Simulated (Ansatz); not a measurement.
# A series in volume ratio on ReBi

Results calculated with Ansatz 0.2.0, not measured. Plane-wave density functional theory, PAW datasets, Gaussian smearing 0.05 eV: equation of state, the given cell scaled in volume with shape and atoms relaxed at each volume.

The cell before it is scaled or strained (space group F-43m, No. 216):
```
ReBi
1.0
      0.0000     3.0677     3.0677
      3.0677     0.0000     3.0677
      3.0677     3.0677     0.0000
Re Bi
1 1
Direct
  0.00000 0.00000 0.00000
  0.25000 0.25000 0.25000
```

Settings of every row: paw set soft_2; functional PBEsol; spin treatment none; moment partition spheres; spin axis none; wave cutoff 420 eV; k mesh 10x10x10; symmetry use detected.

Atom hubbard u: 0 on all atoms.

Limits: no spin-orbit coupling, which can matter with elements this heavy; the cell comes from a prototype or a list of computed structures and needn't be the stable phase.

```
row  volume ratio  V (Å³/atom)  pressure (GPa)  energy above given cell (meV per atom)
  1          0.96       27.715           3.962                                   13.21
  2          0.98       28.293           1.829                                    2.99
  3             1        28.87          -0.077                                       0
  4          1.02       29.447          -1.781                                    3.49
  5          1.04       30.025               ?                                       ?
```

Question: what pressure and energy above given cell should row 5 give?

Worked fit of pressure. Take u = (V_r/V)^(2/3) − 1 with V_r = 28.581 Å³ an atom, which is twice the finite (Eulerian) strain; such expansions in the strain, on which the Birch-Murnaghan equation of state is built, carry the rest volume and the bulk modulus. The shown rows have u = 0.02072, 0.00677, -0.00668, -0.0197. Least squares give pressure = 0.8511 + 141.667 × u + 408.89 × u² GPa; a straight line predicts inner rows, each left out in turn, worse (root mean square 0.11 against 9.7e-05 GPa). All shown rows lie on it to the printed digit. The pressure vanishes at u = -0.0061, or V = 28.85 Å³ an atom, and there the bulk modulus with shape and atoms relaxed is B = −V dP/dV = (2/3)(1 + u) dP/du = 90.6 GPa. The withheld row has u = -0.03232, so the fit gives 0.8511 + 141.667 × (-0.03232) + 408.89 × (-0.03232)² = -3.300 GPa.

The calculation gave -3.307 GPa. The fit lies 0.007 GPa (0.096 % of the column's range) above it; its largest miss of a shown row is 0.000 GPa. This row lies beyond the range of the fit.

Worked fit of energy above given cell. Take u = (V_r/V)^(2/3) − 1 with V_r = 28.581 Å³ an atom, which is twice the finite (Eulerian) strain; such expansions in the strain, on which the Birch-Murnaghan equation of state is built, carry the rest volume and the bulk modulus. The shown rows have u = 0.02072, 0.00677, -0.00668, -0.0197. Least squares give energy above given cell = 0.645 + 221.44 × u + 18576.8 × u² meV per atom; a straight line predicts inner rows, each left out in turn, worse (root mean square 4.8 against 0.012 meV per atom). The rows lie off it by 0.00, -0.01, 0.01, 0.00. Its lowest point lies at u = -0.0060, or V = 28.84 Å³ an atom, and the curvature there gives the bulk modulus with shape and atoms relaxed, B = (4/9)(1 + u)² E″(u)/V = 90.6 GPa. The withheld row has u = -0.03232, so the fit gives 0.645 + 221.44 × (-0.03232) + 18576.8 × (-0.03232)² = 12.89 meV per atom.

The calculation gave 12.75 meV per atom. The fit lies 0.14 meV per atom (1.1 % of the value, 1.1 % of the column's range) above it; its largest miss of a shown row is 0.01 meV per atom. This row lies beyond the range of the fit.
